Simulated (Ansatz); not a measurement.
# Ligand exchange: BH(CH3)I + CH4S → BH(CH3)(SH) + CH3I

Species: BH(CH3)I, singlet; CH4S (methanethiol) `CS`, singlet; BH(CH3)(SH), singlet; CH3I (methyl iodide) `CI`, singlet. The partners trade I for SH: B–I and C–SH bonds give way to B–SH and C–I.

Shapes, held fixed at every level: PBE0-D4/def2-TZVP. Flexible molecules stand in one conformer, not always the lowest. Programs: Ansatz 0.2.0. The zero-point and thermal change to 298 K, harmonic and unscaled (PBE0-D4/def2-TZVP), is +0.8 kJ/mol.

```
                level                   kind  ΔH(298 K) (kJ/mol)  less CCSD(T)/def2-TZVPP  CPU time (sum over the molecules)
          HF/def2-SVP           Hartree–Fock               -24.6                     +3.3                                  –
     SPW92/def2-TZVPP                    LDA               -29.2                     -1.3                              6.4 s
    PBE-D4/def2-TZVPP                    GGA               -29.6                     -1.7                               12 s
 r2SCAN-D4/def2-TZVPP               meta-GGA               -28.9                     -1.0                               21 s
  BHLYP-D4/def2-TZVPP          global hybrid               -26.9                     +1.0                               15 s
r2SCAN0-D4/def2-TZVPP          global hybrid               -26.5                     +1.4                               23 s
    B2PLYP/def2-TZVPP          double hybrid               -28.9                     -1.0                               22 s
   CCSD(T)/def2-TZVPP  coupled cluster or CI               -27.9                      0.0                            2.5 min
```

The highest level, CCSD(T)/def2-TZVPP, gives ΔH(298 K) = -27.9 kJ/mol; the levels span -29.6 to -24.6. The column of differences is taken from that level and isn't an error. No measured value is set beside it here. For atoms past krypton def2 sets carry core potentials with scalar relativity. Correlated rows may include outer-core shells of I, which these sets cover unevenly. Times are processor times on shared x86 and Arm servers, and rough.

Every level makes the exchange exothermic, so the preference for sulfur on boron and iodine on carbon doesn't hinge on the electronic-structure treatment. Sulfur forms stronger bonds than iodine to both boron and carbon, and the sign of the enthalpy means that the advantage is larger at boron. The likely reason is π donation: the three-coordinate boron has an empty p orbital, which a sulfur lone pair fills more effectively than the more diffuse, less well matched lone pair of iodine. The saturated methyl carbon has no comparable acceptor orbital. With a thermal contribution of only +0.8 kJ/mol, the driving force is essentially electronic.

The narrow spread among the correlated and density-functional levels fits a reaction that conserves the number of electron pairs and exchanges similar single bonds, so that many errors cancel. The remaining differences probably reflect how each level balances exchange and correlation in the B–S π interaction. The exothermicity implies nothing about the rate, which depends on the mechanism and its barriers, and neither was computed here.
